## Why does the pull peak and then die when I open tungsten along {110}?

I am looking at a calculation in which a tungsten crystal is pulled apart across one {110} plane. The two sides stay rigid, and only the gap between them changes. The opening is the distance added to that gap.

Bcc tungsten (a = 3.195 Å, not relaxed at this level) is opened rigidly across one {110} plane, with four atomic layers per cell. The calculation used Ansatz 0.2.0, scalar-relativistic plane-wave PAW, LDA, no spin polarisation, a 420 eV cutoff, an 18×18×5 k mesh and 0.15 eV Gaussian smearing. Energies are per area of cut, relative to zero opening; positive traction is a pull.

| opening (Å) | separation energy (mJ/m²) | traction (GPa (slope of the separation energy)) |
| --- | --- | --- |
| -0.3 | 512 | -60.82 |
| -0.15 | -34 | -14.64 |
| 0 | 0 | 16.92 |
| 0.25 | 815 | 43.80 |
| 0.5 | 2029 | 51.10 |
| 0.75 | 3285 | 48.13 |
| 1 | 4394 | 40.10 |
| 1.5 | 5961 | 23.31 |
| 2 | 6824 | 12.22 |
| 3 | 7484 | 2.88 |
| 4.5 | 7644 | 0.24 |
| 6 | 7658 | 0.02 |

Two things puzzle me. Opening the gap always costs energy, yet the traction, the pull per area needed to hold the gap open, rises only until 0.5 Å and then falls away. If tungsten is so strong, why does it give up after half an ångström?

The start looks odd too. At zero opening there is already a traction of 17 GPa, although nothing has been opened. And when the gap is closed by 0.15 Å, the energy is negative. Has the calculation found a better structure than bcc tungsten?

## Answer

Traction is the slope of the separation energy. An energy that climbs from a minimum to a plateau is flat at both ends, so its slope must have a maximum in between. The physics lies in where that maximum falls and how high it is. Your odd first rows belong to the same curve: your zero of opening doesn't sit at its minimum.

### The row at zero opening

The starting crystal was not relaxed, and its lattice is too large for this calculation. The stress computed for the undisturbed cell shows this directly: it is a tension of about 17 GPa in every direction. The traction at zero opening is that same tension, seen across one plane.

Let one gap close a little, and the tension does work for you. That is why the energy at −0.15 Å is negative. It is no new structure, only the same stretched bcc crystal with one gap nearer the width at which it neither pulls nor pushes. Shrinking the whole crystal evenly should lower the energy further. A quadratic drawn through the first three tractions puts the stress-free gap at an opening of −0.09 Å, where the energy is 79 mJ/m² below your zero. Don't take this for the layer spacing of relaxed tungsten, because the rest of the crystal is still stretched. At −0.15 Å the gap has passed this point and already pushes back; at −0.3 Å the push is strong and the energy is well above zero.

The initial tension matters far more for the force than for the energy. At zero opening the traction is already a third of the largest value in the table, while the energy gained by closing the gap is only 1 % of the total work of separation. Near a minimum, force grows in proportion to the displacement and energy with its square. A small displacement therefore shows up clearly in the traction and hardly at all in the work.

### The row at 0.5 Å

Measure the stretch $d$ from the stress-free gap instead of from your zero, so that $d = x + 0.09$ Å for an opening $x$. Two effects now compete. As in any spring, the pull grows with the stretch. But this spring is made of electrons shared between the two faces, and it weakens as the faces move apart.

Theory suggests how it weakens. Outside a metal surface the electron waves die off exponentially, so the overlap of the two electron clouds should fade in roughly the same way. For a work function of about 5 eV (a rough recalled value), the waves fall by a factor e in about 0.9 Å and the density in about half that distance. The fading length of the bond should therefore be some tenths of an ångström.

Put together, the traction $T$ is

$$T = k\,d\,e^{-d/\ell},$$

where $k$ is the stiffness of the gap at small stretch and $\ell$ is the fading length. A small further stretch raises the factor $d$ by the fraction $1/d$ per ångström and lowers the exponential by the fraction $1/\ell$. The two balance at $d = \ell$, and there the traction peaks. Beyond that point the spring weakens faster than it is stretched.

The table lets you see the fading separately. Divide each traction by its stretch $d$, and what remains is the strength of the spring. It drops from 191 GPa/Å at zero opening to 0.93 GPa/Å at 3 Å, which is a factor e for every 0.56 Å on average. In this picture the peak comes early because the range of the bond is short. A bond twice as strong at every stretch would peak at the same place. The fading can be read from the table, but the electron overlap behind it is theory and was not computed here.

### From the pull to the work

Adding up the traction from the stress-free gap outwards gives the work done up to a stretch $d$:

$$W(d) = k\,\ell^2\left[1-\left(1+\frac{d}{\ell}\right)e^{-d/\ell}\right].$$

This is the universal binding-energy relation. The full work of separation is $W = k\ell^2$, and the largest traction is $k\ell/e = W/(e\,\ell)$. At the peak, the fraction of the work already done is $1-2/e$, or about 26 %.

In the row at 0.5 Å it is 27 %. So when the crystal pulls back hardest, nearly three quarters of the work is still to come. The largest pull and the total work are different quantities, linked by the range of the bond.

### An estimate you can do by hand

You can predict the peak without using any traction near it. Take the work of separation from the last row, counted from the stress-free gap: 7658 + 79 = 7737 mJ/m². Since 100 mJ/m² equals 1 GPa·Å, this is about 77 GPa·Å.

For the stiffness, treat the gap as a thin slice of elastic solid. Its width $h$ is the normal layer spacing less the small closure, 2.26 − 0.09 = 2.17 Å. Tungsten resists stretching along one direction, with its width held fixed, with a modulus $C$ of roughly 500 GPa (recalled). Then $k = C/h$, and from $W = k\ell^2$

$$\ell = \sqrt{\frac{W h}{C}} \approx \sqrt{\frac{77 \times 2.2}{500}}\ \text{Å} \approx 0.58\ \text{Å}.$$

The peak traction follows as $77/(2.72 \times 0.58) \approx 49$ GPa, at an opening of about −0.09 + 0.58 = 0.49 Å. The table has its largest value, 51 GPa, at 0.5 Å. Because the openings there are 0.25 Å apart, the true maximum may lie somewhat to either side.

The slice picture is an approximation, since straining a whole crystal also moves more distant layers apart, which opening a single gap does differently. Here it holds well enough: the slope of the traction at the stress-free gap, times the gap width, gives 476 GPa. For another metal or another plane, the same steps give a peak of $\sqrt{WC/h}/e$. A stiff crystal with a high work of separation should pull back hardest, and one that is stiff but weakly bound should let go after a shorter opening.

### How well the formula holds

I also fitted $k$ and $\ell$ by least squares to the ten tractions from zero opening outwards, which include the row at 0.5 Å. The result is $\ell$ = 0.58 Å, with a typical miss of 0.9 GPa. A Morse curve, an alternative with equally many constants, misses by 1.4 GPa. The table thus favours the fading spring, but not by enough to prove that the fading is exactly exponential.

In fact it is not. The spring fades more slowly near the minimum than further out, and a single $\ell$ has to compromise. Beyond 1.5 Å the fitted traction is too large in every row. These small excesses add up, so the fitted work of separation comes out 3 % above the 7737 mJ/m² of the calculation.

The formula does worst on the closed side. I left the two closed rows out of the fit because squeezing a bond is a different matter from drawing it out until it fades. At −0.3 Å the formula predicts a push of 73 GPa, where the calculation gives 61 GPa. Use it for opening a gap, not for compressing one.

### The last row, and where a molecule stops being a guide

A hydrogen molecule behaves much like your gap. Its pull is zero at the natural bond length, grows as the atoms are drawn apart, and fades as their electron clouds overlap less and less. The comparison ends at what is left behind. A separated hydrogen atom has no other bond, whereas a tungsten atom at the new face still holds on to the layer behind it.

The forces on the atoms show how that remaining bond responds. Imagine shifting only the outermost layer: the gap pulls it one way and the layer behind pulls it the other way. At 6 Å the gap has let go, so the whole force on an outer atom, 1.41 eV/Å, comes from behind. Spread over its 7.22 Å² of surface, that is 31 GPa.

At zero opening the two pulls balance at 17 GPa. So 17 of the 31 GPa were there from the start, because the crystal was stretched, and the other 14 GPa appeared as the neighbours across the gap were lost. One possible explanation is that a metal atom shares its bonding electrons among all its neighbours, so that fewer neighbours mean stronger individual bonds. This calculation shows the stronger pull but does not test that explanation.

This also tells you how to read the plateau. From 4.5 to 6 Å the energy rises by only 14 mJ/m², so in this calculation the two faces have practically stopped interacting. LDA leaves out the long-range van der Waals attraction, so real faces should still feel a faint pull at such distances. Half of 7658 mJ/m² is 3829 mJ/m² per face, but these faces are frozen in place while their outer atoms are being pulled inward. Letting them move would lower the energy, so this is not the surface energy of relaxed tungsten. The slab is also only four layers thick, and no thicker one is there to compare with. LDA was run here on PAW datasets made for PBE, so all the absolute energies and stresses carry some extra uncertainty.

The 51 GPa needs similar care. It is the pull required to part a perfect, already stretched crystal everywhere along the plane at the same moment. A real film or wire gives way at much lower stress, because cracks, dislocations and grain boundaries let it fail a little at a time.
